**Counting rules for atomization energies and HOMO shifts of small CHNO molecules**

The table holds HOMO energies and electronic atomization energies of eight molecules with five or six heavy atoms, from PBE-D4 and r2SCAN-D4 in def2-TZVPP on PBE0-D4/def2-TZVP geometries. The program fits the PBE atomization energy to the octet count of shared electron pairs, the r2SCAN less PBE atomization shift to heavy-atom, bond-pair and element counts, and the HOMO shift to a fixed fraction of the PBE HOMO, each with a leave-one-out error. The output gives 91 kcal/mol per pair (rms 3.6 %), −8.4 kcal/mol per heavy atom (rms 2.8 kcal/mol, 0.9 with one constant per element) and a HOMO deepening of 4.2 % (rms 0.04 eV). Rings and cumulenes fall 18 to 78 kcal/mol below a rule calibrated on the three open-chain rows, and D4 supplies 4 to 8 % of the atomization shift. An isomer pair bounds any formula-only rule at 21 kcal/mol for the energy and 1.1 kcal/mol for the shift.

Calculated values. Ansatz 0.2.0, closed-shell Kohn-Sham single points with PBE-D4 and r2SCAN-D4 in the def2-TZVPP basis, on PBE0-D4/def2-TZVP geometries. Gas-phase molecules of the elements C, H, N and O, in order of size. Bonds are counted by kind (- single, = double).

## Program and output

```python
# Table: HOMO (eV) and electronic atomization energy AE (kcal/mol) of eight CHNO molecules, Ansatz 0.2.0,
# PBE-D4 and r2SCAN-D4/def2-TZVPP on PBE0-D4/def2-TZVP geometries.
# Tested: counting rules for AE(PBE), for the AE shift and for the HOMO shift between the functionals.
T = {
    'member': ['N#COC=O', 'CN=C=C=O', 'OC1(O)C=N1', 'N=C=C(N)O', 'N=CC(N)=O', 'NC(O)=CO', 'NC1(O)N=C1O', 'NC1=NC=C1O'],
    'formula': ['C2HNO2', 'C3H3NO', 'C2H3NO2', 'C2H4N2O', 'C2H4N2O', 'C2H5NO2', 'C2H4N2O2', 'C3H4N2O'],
    'heavy': [5, 5, 5, 5, 5, 5, 6, 6],
    'n_C_N': [0, 1, 1, 1, 1, 1, 2, 2],
    'n_C_O': [2, 0, 2, 1, 0, 2, 2, 1],
    'n_H_C': [1, 3, 1, 0, 1, 1, 0, 1],
    'n_C_dbl_N': [0, 1, 1, 1, 1, 0, 1, 1],
    'pg': ['Cs', 'Cs', 'C1', 'C1', 'Cs', None, 'C1', 'C1'],
    'valence': [26, 26, 28, 28, 28, 30, 34, 32],
    'a': [-8.13, -5.02, -5.77, -4.35, -5.91, -4.45, -5.44, -3.88],  # eV
    'b': [-8.41, -5.24, -6.01, -4.54, -6.24, -4.65, -5.67, -4.0],  # eV
    'shift': [-0.28, -0.22, -0.24, -0.18, -0.33, -0.2, -0.23, -0.13],  # eV
    'ae_a': [715.0, 873.7, 821.5, 896.6, 938.8, 978.6, 1011.7, 1042.3],  # kcal/mol
    'ae_shift': [-41.98, -41.98, -39.26, -44.49, -42.25, -36.44, -50.84, -54.87],  # kcal/mol
}
import re
import numpy as np
from scipy import constants as sc
ev = sc.e*sc.N_A/(1000*sc.calorie)
m = T['member']; n = len(m)
cnt = [{e: int(k or 1) for e, k in re.findall(r'([A-Z])(\d*)', f)} for f in T['formula']]
C, H, N, O = (np.array([c.get(e, 0) for c in cnt], float) for e in 'CHNO')
hv, val, a, b, sh, ae, ds = (np.array(T[k], float) for k in ('heavy', 'valence', 'a', 'b', 'shift', 'ae_a', 'ae_shift'))
P = (8*hv + 2*H - val)/2; B = P - H   # shared pairs (octet count); pairs between heavy atoms
kind = ['ring' if '1' in s else 'cumul' if '=C=' in s else 'open' for s in m]
# typed from the further outputs of the same runs (eV): D4 energies and LUMOs, PBE and r2SCAN
d_p = np.array([-0.09802, -0.12378, -0.13328, -0.14638, -0.15597, -0.16312, -0.18891, -0.19744])
d_r = np.array([-0.02404, -0.031376, -0.031812, -0.037173, -0.038475, -0.040648, -0.047309, -0.049625])
l_p = np.array([-2.871, -3.912, -2.068, -1.638, -2.694, 0.017, -0.741, -1.678])
l_r = np.array([-2.655, -3.823, -1.845, -1.422, -2.569, 0.610, -0.502, -1.550])
ls = lambda X, y: np.linalg.lstsq(X, y, rcond=None)[0]
rms = lambda r: float(np.sqrt(np.mean(r**2)))
def fit(name, cols, y, d=1):
    X = np.column_stack(cols); c = ls(X, y); r = y - X@c; w = int(np.argmax(abs(r)))
    loo = np.array([y[i] - X[i]@ls(np.delete(X, i, 0), np.delete(y, i)) for i in range(n)])
    print(f"{name}: c={np.round(c, d+1).tolist()} rms {rms(r):.{d}f} LOO {rms(loo):.{d}f} worst {m[w]} {r[w]:+.{d}f}")
    return c
print("Rounding floor: AE 0.05, AE shift 0.005 kcal/mol, HOMO and shift 0.005 eV; res = table - rule")
print("-- AE(PBE), kcal/mol")
e = round(fit("e*P", [P], ae)[0]); fit("b*B+h*H, all rows", [B, H], ae)
op = np.array([k == 'open' for k in kind]); X = np.column_stack([B, H])
cb, ch = np.round(ls(X[op], ae[op])); r2 = ae - (cb*B + ch*H); r1 = ae - e*P
print(f"rounded: AE={e}*P (rms {rms(r1):.0f}, {100*rms(r1/ae):.1f}%, max {100*max(abs(r1/ae)):.1f}%); open rows only: {cb:.0f}*B+{ch:.0f}*H")
for i in range(n):
    print(f"{m[i]:12s} {kind[i]:5s} P={P[i]:.0f} B={B[i]:.0f} H={H[i]:.0f} AE/P={ae[i]/P[i]:.1f} "
          f"rule {e*P[i]:.0f} res {r1[i]:+.0f} ({100*r1[i]/ae[i]:+.1f}%) | open rule {ae[i]-r2[i]:.0f} res {r2[i]:+.0f}")
print("-- AE shift r2SCAN-PBE, kcal/mol")
s = round(fit("s*heavy", [hv], ds, 2)[0], 1)
fit("p*B+q*H", [B, H], ds, 2); fit("per C,H,N,O", [C, H, N, O], ds, 2)
r3 = ds - s*hv; d4 = -(d_r - d_p)*ev
print(f"rounded: shift={s}*heavy, rms {rms(r3):.1f}; spread about the mean {ds.mean():.1f} is {ds.std():.1f}")
for i in range(n):
    print(f"{m[i]:12s} N={N[i]:.0f} per heavy {ds[i]/hv[i]:.2f} rule {s*hv[i]:.1f} res {r3[i]:+.1f} "
          f"shift/AE {100*ds[i]/ae[i]:.1f}% D4 part {d4[i]:.1f} ({100*d4[i]/ds[i]:.0f}%)")
print("-- HOMO shift r2SCAN-PBE, eV")
k = round(fit("k*HOMO(PBE)", [a], sh, 3)[0], 3); fit("constant", [np.ones(n)], sh, 3)
print(f"rounded: k={k}, rms {rms(sh-k*a):.3f}; HOMO(PBE) spans {a.max()-a.min():.2f} eV")
for i in range(n):
    print(f"{m[i]:12s} ratio {100*sh[i]/a[i]:.1f}% rule {k*a[i]:+.2f} res {sh[i]-k*a[i]:+.2f} "
          f"gap PBE {l_p[i]-a[i]:.2f} r2SCAN {l_r[i]-b[i]:.2f}")
i, j = m.index('N=C=C(N)O'), m.index('N=CC(N)=O')
g = ae[j] - ae[i]; gs = ds[j] - ds[i]
print(f"isomers: AE gap PBE {g:.1f}, r2SCAN {g+gs:.1f}, shift gap {gs:.2f}; halves {g/2:.1f}, {gs/2:.1f} kcal/mol; HOMO gap {a[i]-a[j]:.2f} eV")
q = np.array([x != 'CN=C=C=O' for x in m]); one = lambda x, y: float(x[q]@y[q]/(x[q]@x[q]))
print(f"without CN=C=C=O (doubtful state): e={one(P, ae):.1f}, s={one(hv, ds):.2f}, k={one(a, sh):.4f}")
for x in ('NC(O)=CO', 'NC1=NC=C1O'):
    w = m.index(x); t = ae[w] + ds[w]; u = e*P[w] + s*hv[w]; v = ae[w] + s*hv[w]
    print(f"worked {x}: AE(r2SCAN) table {t:.1f}; counts only {u:.0f} (res {100*(t-u)/t:+.1f}%); from PBE {v:.1f} (res {100*(t-v)/t:+.1f}%)")
    print(f"   HOMO(r2SCAN) rule {a[w]*(1+k):.2f}, table {b[w]:.2f} eV")
assert np.all(val == 4*C + H + 5*N + 6*O) and np.all(2*P == 4*C + H + 3*N + 2*O)
assert np.all(ds < 0) and np.all(sh < 0)
assert np.all(r2[~op] < 0) and 80 < e < 100
assert np.all(d4/ds < 0.1) and g > 10*abs(gs)
```

Printed output:

```
Rounding floor: AE 0.05, AE shift 0.005 kcal/mol, HOMO and shift 0.005 eV; res = table - rule
-- AE(PBE), kcal/mol
e*P: c=[90.9] rms 35.0 LOO 40.5 worst NC(O)=CO +69.6
b*B+h*H, all rows: c=[81.71, 107.65] rms 26.3 LOO 45.6 worst NC1=NC=C1O -41.9
rounded: AE=91*P (rms 35, 3.6%, max 7.0%); open rows only: 86*B+108*H
N#COC=O      open  P=8 B=7 H=1 AE/P=89.4 rule 728 res -13 (-1.8%) | open rule 710 res +5
CN=C=C=O     cumul P=10 B=7 H=3 AE/P=87.4 rule 910 res -36 (-4.2%) | open rule 926 res -52
OC1(O)C=N1   ring  P=9 B=6 H=3 AE/P=91.3 rule 819 res +2 (+0.3%) | open rule 840 res -18
N=C=C(N)O    cumul P=10 B=6 H=4 AE/P=89.7 rule 910 res -13 (-1.5%) | open rule 948 res -51
N=CC(N)=O    open  P=10 B=6 H=4 AE/P=93.9 rule 910 res +29 (+3.1%) | open rule 948 res -9
NC(O)=CO     open  P=10 B=5 H=5 AE/P=97.9 rule 910 res +69 (+7.0%) | open rule 970 res +9
NC1(O)N=C1O  ring  P=11 B=7 H=4 AE/P=92.0 rule 1001 res +11 (+1.1%) | open rule 1034 res -22
NC1=NC=C1O   ring  P=12 B=8 H=4 AE/P=86.9 rule 1092 res -50 (-4.8%) | open rule 1120 res -78
-- AE shift r2SCAN-PBE, kcal/mol
s*heavy: c=[-8.407] rms 2.85 LOO 3.27 worst NC(O)=CO +5.59
p*B+q*H: c=[-5.692, -2.026] rms 2.12 LOO 2.75 worst CN=C=C=O +3.94
per C,H,N,O: c=[-9.441, 1.478, -12.485, -6.177] rms 0.87 LOO 1.52 worst N=CC(N)=O +1.86
rounded: shift=-8.4*heavy, rms 2.8; spread about the mean -44.0 is 5.7
N#COC=O      N=1 per heavy -8.40 rule -42.0 res +0.0 shift/AE -5.9% D4 part -1.7 (4%)
CN=C=C=O     N=1 per heavy -8.40 rule -42.0 res +0.0 shift/AE -4.8% D4 part -2.1 (5%)
OC1(O)C=N1   N=1 per heavy -7.85 rule -42.0 res +2.7 shift/AE -4.8% D4 part -2.3 (6%)
N=C=C(N)O    N=2 per heavy -8.90 rule -42.0 res -2.5 shift/AE -5.0% D4 part -2.5 (6%)
N=CC(N)=O    N=2 per heavy -8.45 rule -42.0 res -0.2 shift/AE -4.5% D4 part -2.7 (6%)
NC(O)=CO     N=1 per heavy -7.29 rule -42.0 res +5.6 shift/AE -3.7% D4 part -2.8 (8%)
NC1(O)N=C1O  N=2 per heavy -8.47 rule -50.4 res -0.4 shift/AE -5.0% D4 part -3.3 (6%)
NC1=NC=C1O   N=2 per heavy -9.14 rule -50.4 res -4.5 shift/AE -5.3% D4 part -3.4 (6%)
-- HOMO shift r2SCAN-PBE, eV
k*HOMO(PBE): c=[0.0418] rms 0.038 LOO 0.047 worst N=CC(N)=O -0.083
constant: c=[-0.2262] rms 0.057 LOO 0.065 worst N=CC(N)=O -0.104
rounded: k=0.042, rms 0.038; HOMO(PBE) spans 4.25 eV
N#COC=O      ratio 3.4% rule -0.34 res +0.06 gap PBE 5.26 r2SCAN 5.76
CN=C=C=O     ratio 4.4% rule -0.21 res -0.01 gap PBE 1.11 r2SCAN 1.42
OC1(O)C=N1   ratio 4.2% rule -0.24 res +0.00 gap PBE 3.70 r2SCAN 4.17
N=C=C(N)O    ratio 4.1% rule -0.18 res +0.00 gap PBE 2.71 r2SCAN 3.12
N=CC(N)=O    ratio 5.6% rule -0.25 res -0.08 gap PBE 3.22 r2SCAN 3.67
NC(O)=CO     ratio 4.5% rule -0.19 res -0.01 gap PBE 4.47 r2SCAN 5.26
NC1(O)N=C1O  ratio 4.2% rule -0.23 res -0.00 gap PBE 4.70 r2SCAN 5.17
NC1=NC=C1O   ratio 3.4% rule -0.16 res +0.03 gap PBE 2.20 r2SCAN 2.45
isomers: AE gap PBE 42.2, r2SCAN 44.4, shift gap 2.24; halves 21.1, 1.1 kcal/mol; HOMO gap 1.56 eV
without CN=C=C=O (doubtful state): e=91.4, s=-8.41, k=0.0415
worked NC(O)=CO: AE(r2SCAN) table 942.2; counts only 868 (res +7.9%); from PBE 936.6 (res +0.6%)
   HOMO(r2SCAN) rule -4.64, table -4.65 eV
worked NC1=NC=C1O: AE(r2SCAN) table 987.4; counts only 1042 (res -5.5%); from PBE 991.9 (res -0.5%)
   HOMO(r2SCAN) rule -4.04, table -4.00 eV
```
